**Q:** I have squeezed and stretched germanium cells here, and two of the seven rows show question marks. Can I work out their energies and pressures from the other five, or must I run them?

Diamond-structure germanium (2-atom cell) scaled at fixed shape, static lattice, computed with GPAW 26.7.0 and PBE, without spin polarisation or spin-orbit coupling. Plane waves up to 600 eV, PAW data sets gpaw-data 1.2.1, 8×8×8 k mesh, Fermi-Dirac smearing of 0.05 eV. Energies are counted from the minimum of the curve fitted to all seven volumes.

| volume (Å³/atom) | energy (meV/atom) | pressure (GPa) |
| --- | --- | --- |
| 21.28 | 71.34 | 9.490 |
| 21.73 | 47.44 | 7.400 |
| 22.19 | 29.13 | 5.530 |
| 22.64 | ? | ? |
| 23.09 | 6.73 | 2.460 |
| 23.54 | ? | ? |
| 24.00 | 0.02 | -0.060 |

**A:** Try it, and say how far you trust the result. The energy is counted from the bottom of a curve fitted through the run. The pressure is what you would have to apply to hold the crystal at that volume. What do you notice first?

**Q:** Both fall as the cell grows. The pressure passes through zero just before the last volume, so the crystal would like to settle there. For 22.64 Å³/atom I would take the mean of the neighbouring pressures, which gives about 4.00 GPa.

**A:** That mean assumes that each added bit of volume relieves the same amount of pressure. Test this with the local stiffness, the drop in pressure divided by the relative growth in volume. Between the two smallest cells it is 99 GPa, and between the two largest known ones it is 66 GPa. It falls at every step in between as well.

**Q:** Why should a crystal get softer as it expands?

**A:** The bond is a balance of two forces with different reach. Squeezing the cell confines the electrons, which raises their kinetic energy, and it presses the valence electrons into the core regions of the atoms, where the filled shells resist them. Both costs climb steeply as the atoms approach, while the gain from bonding changes more gently. The table shows only the changing stiffness; this account of it is standard theory. In the diamond structure symmetry fixes where the atoms sit in the cell, so all bonds shorten alike and no internal rearrangement can soften the blow.

**Q:** So the pressure curve is steep on the left and flatter on the right. A straight line between two of its points then lies above it, and my mean is too high.

**A:** Yes, and the same holds for any crystal that stiffens on compression in this way. Now try the energy. The known volumes and the gaps between them form equal steps, and the last row lies practically at the minimum.

**Q:** Near a minimum the energy grows as the square of the distance. The row at 23.09 is two steps away and costs 6.73 meV/atom. One step should cost a quarter of that, $6.73/4 = 1.68$, and three steps nine quarters, $6.73 \times 9/4 = 15.1$ meV/atom.

**A:** Now correct for the stiffness. Close to the minimum the crystal is softer than your average over two steps, so the first number should come down. Further in it is stiffer, so the second should go up. To learn by how much, we need a formula in which the stiffness may change.

**Q:** Which one?

**A:** The Birch-Murnaghan equation. It measures compression by $g = (V_0/V)^{2/3} - 1$, where $V$ is the volume and $V_0$ its value at the minimum, and expands the energy $E$ in powers of $g$. The square term gives the spring, the cubic term its change:

$$E = \tfrac{9}{8} V_0 B_0 \left[ g^2 + \tfrac{1}{2}(B'-4)\, g^3 \right]$$

The pressure $P$ is the downhill slope, $-dE/dV$:

$$P = \tfrac{3}{2} B_0 \left(\frac{V_0}{V}\right)^{5/3} g \left[ 1 + \tfrac{3}{4}(B'-4)\, g \right]$$

Here $B_0$ is the stiffness at the minimum, the bulk modulus, and $B'$ tells how fast it rises with pressure. I fitted the three constants once to the five known energies and once, separately, to the five known pressures; the output below gives both fits.

**Q:** Let me do 22.64 by hand. The pressures give $V_0 = 23.98$ Å³/atom, $B_0 = 58.8$ GPa and $B' = 5.04$. Then $g = 0.039$ and $(V_0/V)^{5/3} = 1.10$, so

$$P \approx 1.5 \times 58.8 \times 1.10 \times 0.039 \times 1.03 \approx 3.9\ \text{GPa}.$$

**A:** Look at the last factor, 1.03. It is the only place where $B'$ enters, and it changes the answer by 3 %. That is fortunate, because $B'$ is the least secure of the three constants: the energies put it at 5.2 instead of 5.0. Between known rows, such a disagreement hardly matters.

**Q:** Then these are my forecasts for 22.64: a pressure of 3.9 GPa, give or take 0.05, and an energy of 15.7 meV/atom, give or take 0.1.

**A:** And for 23.54 the fits give 1.1 GPa and 1.6 meV/atom, with the same margins. Both pressures lie below the means of their neighbours, and both energies have moved from your simple squares in the direction we argued. The margins are a judgement. They are several times wider than the typical scatter of the fits about their own rows, because three constants can follow five points rather too obligingly.

**Q:** Let me see the computed values.

The withheld rows as computed:

| volume (Å³/atom) | energy (meV/atom) | pressure (GPa) |
| --- | --- | --- |
| 22.64 | 15.77 | 3.900 |
| 23.54 | 1.59 | 1.140 |

**Q:** All four are inside the margins. At 22.64 the pressure agrees to better than 0.01 GPa, and at 23.54 the fit's value before rounding, 1.12 GPa, is 0.02 GPa too low. My neighbour means would have been too high by about 0.10 and 0.06 GPa.

**A:** So the bend in the curve is real, and your straight line fails in the expected direction both times. Don't read too much into the near-perfect hit, though. When each known row is left out in turn, the pressure fit errs by 0.07 GPa, more than our margin. That test is harsher because it includes the end rows, where the formula must reach beyond its data, whereas both of our forecasts lay between known rows.

**Q:** Before rounding, the fitted energies are off by 0.04 meV/atom, once too low and once too high. That is small, but the fit followed its own rows to 0.01.

**A:** That is partly the obliging fit. Leaving out one known energy at a time gives an error of 0.04 meV/atom, which is what we then met. The agreement of a fit with the points that shaped it is a poor guide to its error elsewhere. But even the run's own fit through all seven rows scatters by 0.02 meV/atom, so the data carry a slight ripple that this equation can't follow. A likely source is the band gap. On the mesh it shrinks from 0.40 eV in the smallest cell to 0.09 eV at 22.64 and is zero from 23.09 on, so PBE loses the gap of this semiconductor before it reaches its own minimum. With smeared occupations on a finite mesh such a change can leave a small kink; a denser mesh would test that.

**Q:** One thing still bothers me. Energies and pressures come from the same runs, yet the two fits place the minimum at slightly different volumes.

**A:** They do. In every known row the slope of the fitted energy curve gives a higher pressure than the printed one, by 0.01 to 0.07 GPa. A plausible reason is the finite set of plane waves. The printed pressure follows from stretching a fixed set, which then describes the electrons slightly worse, so expansion looks a little too costly and the pressure comes out too low. This error is called Pulay stress. It has the right sign, and it should vary smoothly. Now that all seven rows are open, you can check that without any fit. Divide the energy drop over two steps by their width, 0.906 Å³/atom, and compare it with the mean of the three printed pressures weighted 1:4:1. From left to right this gives 7.47 against 7.44, 3.96 against 3.93 and 1.19 against 1.16 GPa. The offset is about 0.03 GPa throughout, so the unevenness belongs to the fitted curve and not to the runs. Only runs with a higher cutoff would test whether the offset is Pulay stress.

**Q:** There is a larger oddity. As far as I know, 22.64 Å³/atom is about the size of real germanium, and real germanium isn't under 3.9 GPa.

**A:** That pressure shows the functional's preference. PBE is known to make germanium too large, and here it wants about 6 % more volume. The calculation leaves out the motion of the nuclei, but that would expand the crystal further. Spin-orbit coupling is absent too, though its effect on the volume should be minor.

**Q:** Does the wrong volume spoil the stiffness as well?

**A:** To a large extent, yes. At its own minimum PBE gives a bulk modulus of 58 to 59 GPa, while I recall the measured one as roughly 75 GPa. Yet between 22.19 and 23.09 Å³/atom, around the real size, the computed stiffness is 77 GPa. Much of the apparent softness therefore comes from judging the crystal in a cell that is too large. At the real size the computed stiffness is close to the value I recall.

**Q:** So a computed modulus means little unless I know the volume at which it was taken.

**A:** That is the rule to keep: compare stiffnesses at the same volume, and state that volume. If you need the value at the minimum, add a few cells beyond 24.00 Å³/atom. Rows between known neighbours can be filled in safely here, but the minimum lies at the very edge of the data, where the curve is held from one side only.

The analysis program printed:

```
stiffness between 21.28 and 21.73 (GPa): 99.27
stiffness between 21.73 and 22.19 (GPa): 90.69
stiffness between 22.19 and 23.09 (GPa): 76.74
stiffness between 23.09 and 24.00 (GPa): 65.51
fit of energy on 5 rows: coefficient of s*((s/V)**(2/3) - 1)**2 404.9 +/- 0.55, coefficient of s*((s/V)**(2/3) - 1)**3 251.8 +/- 7.2, s 24; rms 0.0106, worst 24.0 -0.0198, leave-one-out rms 0.0431
  rows outside the fit (model, value, miss): 22.64 15.73, 15.77, -0.0363; 23.54 1.634, 1.59, 0.0438
fit of pressure on 5 rows: coefficient of (s/V)**(5/3)*((s/V)**(2/3) - 1) 88.19 +/- 0.95, coefficient of (s/V)**(5/3)*((s/V)**(2/3) - 1)**2 68.75 +/- 13, s 23.98; rms 0.017, worst 23.09 -0.0277, leave-one-out rms 0.0664
  rows outside the fit (model, value, miss): 22.64 3.903, 3.9, 0.00279; 23.54 1.121, 1.14, -0.0193
bulk modulus from energies (GPa): 57.66
bulk modulus from pressures (GPa): 58.8
modulus slope from energies: 5.244
modulus slope from pressures: 5.039
smallest excess of energy-slope pressure over printed pressure, known rows (GPa): 0.007596
largest excess of energy-slope pressure over printed pressure, known rows (GPa): 0.07149
neighbours' mean pressure for 22.64 (GPa): 3.995
neighbours' mean pressure for 23.54 (GPa): 1.2
neighbours' mean less computed pressure at 22.64 (GPa): 0.095
neighbours' mean less computed pressure at 23.54 (GPa): 0.06
```
